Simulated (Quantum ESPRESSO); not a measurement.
# Energy of ferromagnetic rocksalt CoO against its total spin moment at fixed cell, PBE without U

Cobalt monoxide serves as the pinning layer in exchange-biased magnetic films, and models of such layers often assume a cobalt moment of fixed length. Whether that assumption is sound depends on the energy needed to shorten or lengthen the moment. Here the total spin moment of the two-atom rocksalt cell is held at set values in PBE, with atoms and cell fixed, and the energy is measured from the run in which the moment is free. All states descend from a parallel start, so the curve describes a ferromagnetic reference and not the antiferromagnetic order of the real oxide. The holding field, equal to dE/dM, gives the local slope, and its change with moment gives the stiffness.

## Computational details

One system, CoO (rocksalt, Fm-3m), 2 atom(s) a primitive cell, from measured cells of the Crystallography Open Database. Quantum ESPRESSO 7.5, plane waves with GBRV 1.5 PBE pseudopotentials, cutoff 544 eV, Fermi-Dirac smearing of 0.1 eV, k meshes whose coarsest spacing along a reciprocal vector is 0.32 1/Å over all runs (2π included). Functional: PBE, no Hubbard U; collinear spins, no spin-orbit coupling. Atoms and cell are fixed. The total spin moment is held at set values by separate Fermi energies for the two spins, starting from parallel moments on Co; one run leaves it free. Runs that did not converge or carry a known fault are not listed.

Notes on method and selection:

- Only states reached from a parallel start are followed; an antiferromagnetic order, which may lie lower, is outside this curve.
- Site moments count the spin inside each program's own atomic sphere, so they depend somewhat on its radius and leave out the spin between the spheres.
- Without a U, semilocal functionals describe oxides and halides of Mn to Cu poorly: moments come out small and couplings too strong.
- Quantum ESPRESSO sets the radius of an element's spheres to about 0.41 of its shortest distance to a neighbour.
- Landau's expansion E = E0 + a M^2 + b M^4 is a quadratic in the squared moment.
- The variable on the horizontal axis was chosen because the fit in it was close; otherwise the moment or the wavevector itself is used without a fit.
- A measured moment is set beside the table only where the run ends ferromagnetic and the measured order is ferromagnetic too.
- Runs that did not converge, have known faults or may not be shown are not listed, and runs on Ansatz's PAW sets soft_1 and soft_2 are kept to separate tables.

Columns:

- squared moment (μB² (cell moment)): square of that moment.
- total moment (μB per cell): total spin moment of the cell, held fixed (free in one row).
- site moment (μB): largest site spin moment.
- holding field (meV per μB): half the difference of the up and down Fermi energies that hold the moment, equal to dE/dM.
- absolute moment (μB per cell): integral of the absolute spin density over the cell.
- energy (meV per cell): free energy less that of the run with the moment left free.

Input lines of one member:

```
&SYSTEM
  ecutwfc = 40
  ecutrho = 280
  nbnd = 21
  occupations = 'smearing'
  smearing = 'fd'
  degauss = 0.00734986
  nspin = 2
  starting_magnetization(1) = 0.1169
  starting_magnetization(2) = 0
  tot_magnetization = 1.987
/
&ELECTRONS
  conv_thr = 4d-09
  mixing_beta = 0.3
/
K_POINTS automatic
8 8 8 0 0 0
```

Command (options for logging and memory left out): `pw.x -in pw.in`

## Numbers

```
member    squared moment (μB² (cell moment))  total moment (μB per cell)  site moment (μB)  holding field (meV per μB)  absolute moment (μB per cell)  energy (meV per cell)  remark
0.00 muB  0.000                               0.00                        0.00              0                           0.00                           502.5
0.40 muB  0.158                               0.40                        0.39              −111                        0.43                           479.5
0.80 muB  0.632                               0.80                        0.77              −186                        0.83                           419.3
1.19 muB  1.421                               1.19                        1.13              −237                        1.21                           334.7
1.59 muB  2.525                               1.59                        1.48              −261                        1.60                           234.0
1.99 muB  3.948                               1.99                        1.81              −206                        2.00                           ?
2.38 muB  5.684                               2.38                        2.12              −169                        2.40                           66.2
2.78 muB  7.734                               2.78                        2.40              −98                         2.80                           9.2
free      8.663                               2.94                        2.52              0                           2.97                           0.0                    moment left free
3.18 muB  10.106                              3.18                        2.62              1855                        3.18                           258.5
3.58 muB  12.788                              3.58                        2.76              2728                        3.58                           1211.6
3.97 muB  15.793                              3.97                        2.92              3224                        3.97                           2399.5
```

Cells marked ? are withheld until the estimate has been made.

Least-squares fits to the members shown, with x = squared moment (μB² (cell moment)); R² and errors in the fitted variable (y, or ln y where the fit is in ln y):

```
y                      members  fit                             R²    rms residual  leave-one-out rms  the same for the mean of the others
energy (meV per cell)  11       y = 585.8 − 251.3 x + 23.05 x²  0.98  98            133                737
```

## Reading the trend

The non-magnetic state lies 502.5 meV per cell above the free run, whose moment is 2.94 μB. The shown energies fall at every step from zero moment to the free value, and the negative holding field means that the moment would grow if released. This is the Stoner mechanism: moving electrons from minority to majority states gains more exchange energy than it costs in band energy.

The stiffness is very different on the two sides of the free moment. Reducing it to 2.78 μB costs only 9.2 meV, and the field changes by 98 / (2.94 − 2.78) ≈ 600 meV per μB². Raising it to 3.18 μB costs 258.5 meV, with a mean field change of 1855 / (3.18 − 2.94) ≈ 7700 meV per μB². The second number averages over a near-step in the field and is not a harmonic constant.

Electron counting explains the step. High-spin Co²⁺ has seven d electrons, five of majority and two of minority spin, which gives 3 μB per cell. Beyond that the majority d states are full, and further majority electrons must enter the high-lying, spread-out conduction band. The site moments agree: from 2.38 μB to the free moment the cobalt sphere takes up (2.52 − 2.12) / (2.94 − 2.38) = 0.71 of the added moment, but from 3.18 to 3.97 μB only (2.92 − 2.62) / (3.97 − 3.18) = 0.38.

A Landau quadratic in M² cannot follow such a step. Its minimum falls at M² = 251.3 / (2 × 23.05) = 5.45 μB², against 8.663 μB² for the free run, so it gives the overall scale of the energy but not the well.

The fixed cell also matters. The stress differs strongly between the non-magnetic and free states, so relaxing the volume would change the 502.5 meV. Without a U, PBE also treats the cobalt d electrons as too delocalised, and these stiffnesses belong to that level.

## Prediction

Plain estimates from the members shown:

- 1.99 muB, fit at x = 3.948: −47.1 meV per cell
- 1.99 muB, straight-line interpolation between 1.59 muB and 2.38 muB: w = (3.948 − 2.525) / (5.684 − 2.525) = 0.450, so 234.0 + 0.450 × (66.2 − 234.0) = 158.4 meV per cell

The Landau fit gives −47.1 meV at 1.99 μB, below the free run, although the holding field there still drives the moment upward. The straight line in M² ignores the curvature between its end points. The tabulated holding field supplies the missing information, because its integral over the moment is the energy difference.

The step between two moments is the difference of their squares divided by their sum. This gives (3.948 − 2.525) / (1.59 + 1.99) = 0.397 μB below the withheld member and (5.684 − 3.948) / (1.99 + 2.38) = 0.397 μB above it. The trapezoid rule from 1.59 μB then gives 234.0 − (261 + 206) / 2 × 0.397 = 141.3 meV. From 2.38 μB it gives 66.2 + (206 + 169) / 2 × 0.397 = 140.6 meV. The mean is (141.3 + 140.6) / 2 ≈ 141 meV, about 17 meV below the straight-line value of 158.4 meV.

The same route tried on the 1.19 μB member gives 419.3 − (186 + 237) / 2 × 0.397 = 335.3 meV from below and 234.0 + (237 + 261) / 2 × 0.397 = 332.9 meV from above. Their mean, (335.3 + 332.9) / 2 = 334.1 meV, is 0.6 meV from the computed 334.7 meV.

From 0.40 to 1.59 μB the successive changes in the field shrink steadily, but from 1.59 to 2.78 μB they are irregular, and a single trapezoid step from 2.38 to 2.78 μB misses the computed difference by about 4 meV. Averaging the two directions removes part of such an error, so a standard deviation of 2 meV is adopted.

**Committed estimate, 1.99 muB: energy = 141 ± 2 meV per cell.**

## Check

```
member    squared moment (μB² (cell moment))  total moment (μB per cell)  site moment (μB)  holding field (meV per μB)  absolute moment (μB per cell)  energy (meV per cell)
1.99 muB  3.948                               1.99                        1.81              −206                        2.00                           139.8
```

```
member    estimate       energy (meV per cell)  computed  estimate − computed  miss in error bars
1.99 muB  committed      141.0                  139.8     +1.2                 0.6
1.99 muB  fit            −47.1                  139.8     −186.9
1.99 muB  interpolation  158.4                  139.8     +18.6
```

The estimate of 141 ± 2 meV per cell lies 1.2 meV above the computed 139.8 meV, inside its error bar. The straight line in M² is 18.6 meV too high, and the Landau fit is 186.9 meV too low.

Integrating the holding field worked because the field at 1.99 μB was already known and the field varies slowly enough over steps of 0.4 μB. The expectation that averaging the two directions would cancel part of the error was not borne out. The route from below gave 141.3 meV and the route from above 140.6 meV, both too high, so the mean was no better than the second route alone.

The agreement confirms that the energies and holding fields are consistent with dE/dM. It adds little on the Stoner mechanism itself, since any smooth energy curve obeys the same relation. The new value does fit the steady fall in energy from zero moment to the free state.

## Where the trend breaks

Least-squares fits to the whole series, with x = squared moment (μB² (cell moment)); R² and errors in the fitted variable (y, or ln y where the fit is in ln y):

```
y                      members  fit                             R²    rms residual  leave-one-out rms  the same for the mean of the others
energy (meV per cell)  12       y = 595.8 − 245.1 x + 22.54 x²  0.97  106           148                710
```

Largest departures from the fit to the whole series:

```
member    energy (meV per cell)  fit    computed − fit  in rms residuals
free      0.0                    164.1  −164.1          1.5
3.18 muB  258.5                  420.9  −162.4          1.5
1.99 muB  139.8                  −20.5  +160.3          1.5
2.38 muB  66.2                   −69.1  +135.3          1.3
```

The four largest departures are 1.3 to 1.5 rms residuals, so no single run stands out. Their signs show instead that a quadratic in M² has the wrong shape. The computed energies lie above the fit by 160.3 meV at 1.99 μB and 135.3 meV at 2.38 μB, and below it by 164.1 meV at the free moment and 162.4 meV at 3.18 μB.

The likeliest reason is the abrupt rise of the holding field near 3 μB, where the majority d states are full. The energy falls gently up to that point and climbs steeply after it. A smooth quadratic that must also reach 2399.5 meV at 3.97 μB starts to rise too early: its minimum is at M² = 245.1 / (2 × 22.54) = 5.44 μB², against 8.663 μB² for the free run. It is therefore too low around its own minimum and too high around the computed one.

## Conclusions

Between zero and 2.78 μB, one trapezoid step of the holding field reproduces the energy difference between neighbouring members to about 4 meV or better. Across the steep side it is less accurate: from 3.18 to 3.58 μB it gives (1855 + 2728) / 2 × 0.397 = 910 meV, against a computed 1211.6 − 258.5 = 953.1 meV. Closer points are needed there.

The softness just below the free moment is partly an effect of the smearing, a limit I left out when I tied the stiffnesses only to PBE without a U. The tabulated energies are free energies at 0.1 eV Fermi-Dirac smearing, which corresponds to electrons far above room temperature. The entropy term lowers the run at 2.78 μB more than the free run, by an amount comparable with the 9.2 meV between them. Compared without that term, the same two runs lie clearly further apart. The 9.2 meV and the 600 meV per μB² therefore hold for this smearing only. Smearing also partly empties majority d states near the Fermi level, which may account for some of the gap between 2.94 and 3 μB. Runs at a single smearing width cannot show how much.

In units of magnetic field, with 1 μB worth roughly 0.058 meV per tesla, holding the moment at 2.78 μB takes an opposing field of 98 / 0.058 ≈ 1700 T at this smearing. Ordinary laboratory fields would thus hardly change the length of the moment, even on its soft side. Against such fields a fixed length is a fair assumption within this ferromagnetic reference and at this smearing. Whether the length also survives a change of magnetic order, as a model of a pinning layer needs, this curve cannot show.

An important omission is a Hubbard U, which penalises partly filled d orbitals. The high-spin state can escape that penalty if its two minority d electrons localise in separate orbitals. A non-magnetic state with seven d electrons cannot, because equal spins leave at least one orbital half filled in each spin. A U would therefore probably raise the 502.5 meV found here.

[Logs are printed without paths, hosts, clocks, repeated set-up lines and the standing remarks that a program may print on its own settings, such as how far it seeks lower states.]
